**Student.** Last week we differentiated a Gaussian with respect to its centre. To get a force I could just move the atom a little and subtract two energies. Why write new integrals?

**Lecturer.** Sometimes you should subtract. Let us count work, memory and error for three routes: the analytic gradient, the forward difference and the central difference. Atomic units throughout. A one-dimensional unnormalised primitive on centre $A$ is $G_i=(x-A_x)^i e^{-a(x-A_x)^2}$. The product rule gives

$$\frac{\partial G_i}{\partial A_x}=2a\,G_{i+1}-i\,G_{i-1}.$$

The exponential contributes $+2a(x-A_x)$ and the power contributes $-i/(x-A_x)$. Let the second function have power $j$, exponent $b$ and centre $B$, and let $S_{ij}$ be the overlap. Only the first factor depends on $A_x$, so

$$\frac{\partial S_{ij}}{\partial A_x}=2a\,S_{i+1,j}-i\,S_{i-1,j}.$$

In three dimensions the $y$ and $z$ overlaps multiply this unchanged.

**Student.** And normalisation?

**Lecturer.** The constants do not depend on the centre, so you multiply by those of the two original functions, not by that of the raised one. In a contraction each primitive carries its own $2a$. The overlap depends on $A_x-B_x$ only, so $\partial/\partial B_x=-\partial/\partial A_x$, and a pair on one atom contributes nothing when that atom moves.

For two s functions put $p=a+b$, $\mu=ab/p$, $P_x=(aA_x+bB_x)/p$. Completing the square turns the product into $e^{-\mu(A_x-B_x)^2}e^{-p(x-P_x)^2}$. Write $x-A_x=(x-P_x)+(P_x-A_x)$. The first part is odd about $P_x$ and integrates to zero, so $S_{10}=(P_x-A_x)S_{00}=-(b/p)(A_x-B_x)S_{00}$, and

$$\frac{\partial S}{\partial A_x}=-2\mu\,(A_x-B_x)\,S .$$

**Student.** Give me numbers.

**Lecturer.** Take H$_2$ with one normalised s Gaussian per atom, with two assumed inputs: exponent $a=0.42$ bohr$^{-2}$ and distance $R=1.4$ bohr. Then $\mu=0.21$ and $S=e^{-\mu R^2}=0.662589$. With $A$ at the origin and $B$ at $+R$ on the $x$ axis, $P_x-A_x=0.7$, the raised overlap is $0.463812$, and $\partial S/\partial A_x=2a\times0.463812=0.389602$ bohr$^{-1}$. It is positive because $A$ moves towards $B$, and $dS/dR=-0.389602$ bohr$^{-1}$.

**Student.** That took two multiplications. No difference formula competes with it, so where is the trade?

**Lecturer.** For one overlap there is none. The trade appears for the gradient of the energy, where the same rule is applied to every integral. Nothing in its derivation used the absence of an operator, so it holds for kinetic and two-electron integrals as it stands, and for nuclear attraction once you add the derivative of the operator's own centre. Our model has a closed form. Symmetry fixes the occupied orbital as $(\chi_A+\chi_B)/\sqrt{2(1+S)}$, and the restricted Hartree–Fock energy is

$$E(R)=\frac{2\bar h}{1+S}+\frac{\bar j}{(1+S)^2}+\frac1R,$$

with $\bar h=h_{AA}+h_{AB}$ and $\bar j=\tfrac12(AA|AA)+\tfrac12(AA|BB)+2(AA|AB)+(AB|AB)$. Each product of two basis functions is a spherical Gaussian charge of exponent $2a$, sitting on an atom with weight 1 or at the midpoint with weight $S$. Define $u(k,d)=\operatorname{erf}(\sqrt{k}\,d)/d$, with $u(k,0)=2\sqrt{k/\pi}$. Such a charge attracts a proton at distance $d$ with $-u(2a,d)$, and two of them repel with $u(a,d)$. Hence

$$h_{AA}=\tfrac32a-u(2a,0)-u(2a,R),\qquad h_{AB}=S\left[\tfrac a2(3-aR^2)-2u(2a,R/2)\right],$$

$$\bar j=\tfrac12u(a,0)+\tfrac12u(a,R)+2S\,u(a,R/2)+S^2u(a,0).$$

At $1.4$ bohr, $\bar h=-1.969424$, $\bar j=1.879095$ and $E=-0.975023$ hartree.

**Student.** Where does the overlap derivative enter?

**Lecturer.** Through the normalisation. Differentiate the denominators and collect the orbital energy $\varepsilon=\bar h/(1+S)+\bar j/(1+S)^2=-0.504756$ hartree:

$$E'=\frac{2\bar h'}{1+S}+\frac{\bar j'}{(1+S)^2}-\frac{2\varepsilon}{1+S}\,S'-\frac1{R^2}.$$

Every density-matrix element is $P_{\mu\nu}=1/(1+S)$, so the third term is $-\sum_{\mu\nu}W_{\mu\nu}S'_{\mu\nu}$ with the energy-weighted density $W=\varepsilon P$. It is the overlap part of what one calls the Pulay force. In hartree/bohr the four terms are $1.093896$, $-0.392227$, $-0.236564$ and $-0.510204$, and the exact gradient of the model is

$$E'=-0.045099\ \text{hartree/bohr}.$$

The overlap term is $5.2$ times the total in size, so dropping it is not an available economy. Differentiating the closed form twice more gives $E''=0.66385$ hartree/bohr$^2$ and $E'''=-1.9525$ hartree/bohr$^3$.

**Student.** Real hydrogen sits near its minimum at that distance. Yours is still pushing outwards.

**Lecturer.** These are the model's numbers, not the molecule's. One Newton step puts the model's minimum near $1.47$ bohr, and its curvature at $1.4$ bohr exceeds the typical force constant of H$_2$, about $0.37$ hartree/bohr$^2$, by roughly 80 per cent. "Exact" below always means the exact derivative of this $E(R)$.

Now the errors. With step $s$, Taylor's theorem gives

$$\frac{E(R+s)-E(R)}{s}-E'=\tfrac12sE''+O(s^2),\qquad \frac{E(R+s)-E(R-s)}{2s}-E'=\tfrac16s^2E'''+O(s^4).$$

Evaluating the closed form at the displaced points gives these truncation errors, in hartree/bohr:

| step $s$ (bohr) | forward | central |
|---|---|---|
| $10^{-2}$ | $3.29\times10^{-3}$ | $-3.25\times10^{-5}$ |
| $10^{-3}$ | $3.32\times10^{-4}$ | $-3.25\times10^{-7}$ |

A tenfold smaller step gains one digit forward and two digits central.

**Student.** And a smaller step costs nothing. I let $s$ go to zero and get exactness for one extra energy.

**Lecturer.** Only if the energies are exact. Suppose each carries an unknown error bounded by $\eta$, from rounding, integral thresholds or unfinished iterations. In the worst case the two errors add. The bounds become $\tfrac12s|E''|+2\eta/s$ and $\tfrac16s^2|E'''|+\eta/s$. Setting the derivative with respect to $s$ to zero gives

$$s_F=2\sqrt{\eta/|E''|},\quad \Delta_F=2\sqrt{\eta|E''|};\qquad s_C=(3\eta/|E'''|)^{1/3},\quad \Delta_C=\frac{3\eta}{2s_C}.$$

So the floor falls as $\eta^{1/2}$ forward and $\eta^{2/3}$ central. The analytic formula has no truncation error and divides by no small number. If I assume that each of its four terms carries the same absolute uncertainty $\eta$ per bohr, its bound is $4\eta$ per bohr. Take two assumed noise levels, $10^{-10}$ hartree for a thresholded calculation and $10^{-15}$ hartree for a few units of double-precision rounding:

| route | best $s$, $\eta=10^{-10}$ | bound | best $s$, $\eta=10^{-15}$ | bound |
|---|---|---|---|---|
| forward | $2.5\times10^{-5}$ | $1.6\times10^{-5}$ | $7.8\times10^{-8}$ | $5.2\times10^{-8}$ |
| central | $5.4\times10^{-4}$ | $2.8\times10^{-7}$ | $1.2\times10^{-5}$ | $1.3\times10^{-10}$ |
| analytic | none | $4\times10^{-10}$ | none | $4\times10^{-15}$ |

Steps are in bohr and bounds in hartree/bohr. Because the floors depend on a square root and a cube root of the higher derivatives, a model that is too stiff shifts them by modest factors only.

**Student.** I object to the last row. The energy is stationary in the orbitals and the gradient is not. With an orbital error $\delta$ I have $\eta\sim\delta^2$, but your analytic gradient is wrong at order $\delta$.

**Lecturer.** Correct, and the row does not cover that source. In our model it is absent, since symmetry gives the orbital without iteration. In general, follow the powers for a target error $\tau$. The analytic route needs $\delta\sim\tau$. The forward route has $\tau\sim\eta^{1/2}\sim\delta$, the same demand. The central route has $\tau\sim\eta^{2/3}\sim\delta^{4/3}$, so $\delta\sim\tau^{3/4}$. If the iterations converge linearly, their number grows as $\ln(1/\delta)$, and a central-difference point needs three quarters as many. That saving is per point, and the analytic route converges one point only.

**Student.** Then count the work.

**Lecturer.** I count two-electron integrals, which grow fastest in an unscreened calculation. One-electron integrals grow as $K^2$, or $K^2N$ for attraction to $N$ nuclei, and diagonalisation as $K^3$. With $K$ real basis functions there are $M=K(K+1)/2$ pairs and $Q=M(M+1)/2\approx K^4/8$ distinct integrals. One pass over them is my unit, and I count the work beyond the reference energy, which all three routes are taken to have in hand.

A Cartesian shell of angular momentum $l$ has $n_l=(l+1)(l+2)/2$ functions. By our rule, all three centre derivatives of the shell come from the shells $l+1$ and $l-1$, and

$$n_{l+1}+n_{l-1}=l^2+3l+3=2n_l+1 .$$

A quartet has four centres, and translational invariance gives the fourth derivative as minus the sum of the other three. For four shells of equal $l$ the analytic route therefore costs

$$g=3\left(2+\frac1{n_l}\right)$$

passes: $9$ for s, $7$ for p, $6.5$ for d. For mixed shells each of the three terms takes its own $l$, so $g$ lies between $6$ and $9$. It does not depend on the number of atoms, because each quartet feeds only its own centres. I use $g=9$, the value for our basis and the least favourable one for the analytic route.

Differences need one or two new energies for each of $m$ internal coordinates, $m=1$ for a diatomic and $3N-6$ for a nonlinear molecule. If an energy takes $n$ passes, forward costs $mn$ and central $2mn$. With $K\propto N$ the analytic work grows as $N^4$ and the differences as $N^5$.

**Student.** What is $n$?

**Lecturer.** That is where memory enters. Store the integrals and $n=1$, at a memory of $Q$ numbers. Recompute them in each iteration and $n$ is the iteration count, at a memory of a few $K\times K$ matrices. For $K=100$, $M=5050$ and $Q=12\,753\,775$, which is $1275$ times $K^2$. The analytic gradient faces no such choice. Each derivative integral is used once: you multiply it by its product of density elements, add it to a vector of length $3N$ and discard it. It needs $P$ and $W$, so $K^2$ memory, and never the $9Q$ numbers that it generates.

**Student.** You are unfair to differences. If I move one atom I need only redo the quartets that touch it.

**Lecturer.** Good. With many functions shared equally among the atoms that fraction is $f=1-(1-1/N)^4$, about $4/N$ for large $N$. For a nonlinear molecule $m=3N-6$ single-atom Cartesian displacements suffice, since translational and rotational invariance give the other six components. Forward then costs $mf$ passes and central $2mf$: $2.4$ and $4.8$ for $N=3$, $5.3$ and $10.6$ for $N=5$, $7.4$ and $14.9$ for $N=8$. The forward cost is still below $9$ at $N=12$, where it is $8.8$, reaches $9.04$ at $N=13$ and tends to $12$, while the central cost tends to $24$. You must hold all $Q$ reference integrals to do it, and each displaced geometry still needs its own iterations. A Fock matrix rebuilt from the stored list takes of order $Q$ multiply-adds, and that part still grows as $N^5$. My count leaves it out, in your favour.

Here is the plain count with stored integrals, $n=1$, a full pass per displaced energy, no use of point-group symmetry, for H$_2$, a bent triatomic such as water, and the process gases silane and disilane at general geometries:

| molecule | $N$ | $m$ | forward | central | analytic |
|---|---|---|---|---|---|
| H$_2$ | 2 | 1 | 1 | 2 | 9 |
| H$_2$O | 3 | 3 | 3 | 6 | $\le9$ |
| SiH$_4$ | 5 | 9 | 9 | 18 | $\le9$ |
| Si$_2$H$_6$ | 8 | 18 | 18 | 36 | $\le9$ |

Forward is cheaper than analytic when $mn<g$, and central when $2mn<g$. For our model $K=2$, $M=3$, $Q=6$, so the first row means $6$, $12$ and $54$ integrals.

**Student.** Fifty-four integrals for two Gaussians is absurd.

**Lecturer.** It is the price of a routine that does not look at which atom a function sits on. Let all three routes look. $(AA|AA)$ and $(BB|BB)$ do not depend on $R$, which leaves $4$ integrals per displaced energy: $4$ forward, $8$ central. Analytically each of the four needs one raised class. In $(AA|AB)$ and $(BB|AB)$ you differentiate the function that stands alone on its atom. In $(AA|BB)$ and $(AB|AB)$ the two functions on $A$ give equal terms by permutational symmetry. A class holds three p components, so the count is $12$. The order of the three routes is unchanged, but the gap has shrunk.

**Student.** And with the bond along $x$ the $p_y$ and $p_z$ components vanish.

**Lecturer.** Then a routine written for this one geometry needs $4$ integrals, ties the forward difference and beats it in accuracy. I concede that the advantage of differences for small $m$ belongs to general routines that deliver whole shells in any orientation. A raised integral also shares its exponential prefactor and distances with its parent, so counting each as a full integral overstates the analytic arithmetic. Those two points favour the analytic route, while your reuse of untouched quartets favours the differences. The tables below hold for the plain count, and I will say which entries reuse changes.

**Student.** So pick.

**Lecturer.** Take $\eta=10^{-10}$ hartree, $n=1$, $g=9$. The errors are computed for the H$_2$ model only. Carrying them to the other rows assumes second and third derivatives of similar size along each coordinate. The cheapest route that meets a target, with its cost in passes, is:

| target (hartree/bohr) | $m=1$ | $m=3$ | $m=9$ | $m=18$ |
|---|---|---|---|---|
| $10^{-4}$ | forward, 1 | forward, 3 | analytic, 9 | analytic, 9 |
| $10^{-6}$ | central, 2 | central, 6 | analytic, 9 | analytic, 9 |
| $10^{-8}$ | analytic, 9 | analytic, 9 | analytic, 9 | analytic, 9 |

The forward bound $1.6\times10^{-5}$ meets the first target and fails the second. The central bound $2.8\times10^{-7}$ meets the second and fails the third. At $m=9$ the forward route ties on cost in the plain count, and I give the tie to the smaller error. In the first two columns you must also use a step near the optimum: the forward difference at $s=10^{-3}$ bohr misses even $10^{-4}$.

Read the other way, the most accurate of the three routes inside a budget is:

| budget (passes) | $m=1$ | $m=3$ | $m=9$ or $18$ |
|---|---|---|---|
| 2 | central | none fits | none fits |
| 4 | central | forward | none fits |
| 6 | central | central | none fits |
| 9 | analytic | analytic | analytic |

Reuse of untouched quartets changes three entries. Forward takes the $10^{-4}$ target at $m=9$ with $5.3$ passes and at $m=18$ with $7.4$, and it fits the budget of $6$ at $m=9$. Central, at $10.6$ and $14.9$, stays above $9$. These gains are measured against $g=9$ and leave out the Fock builds; $7.4$ already exceeds the $7$ of p quartets.

**Student.** What if memory is the budget?

**Lecturer.** Suppose only $K^2$ storage is allowed and a displaced point, started from the reference density, takes an assumed $n=5$ passes. For $m=1$ forward costs $5$ and survives at the loosest target, while central costs $10$ and loses to $9$. For $m=3$ forward costs $15$ and loses too. So under a memory limit the analytic route takes every entry except the coarse force on a diatomic.

**Student.** And if I clean up the noise instead?

**Lecturer.** At $\eta=10^{-15}$ hartree the forward bound $5.2\times10^{-8}$ meets $10^{-6}$, and the central bound $1.3\times10^{-10}$ meets $10^{-8}$. For $m=1$ the three picks become forward, forward, central, at $1$, $1$ and $2$ passes, and for $m=3$ the same at $3$, $3$ and $6$. That is the case of our closed-form model, where rounding is the only noise. In the plain count the columns with $m\ge9$ do not change, because there the inequality $mn<g$ fails whatever the accuracy of the energies. With reuse, forward takes the $10^{-6}$ target in those two columns as well.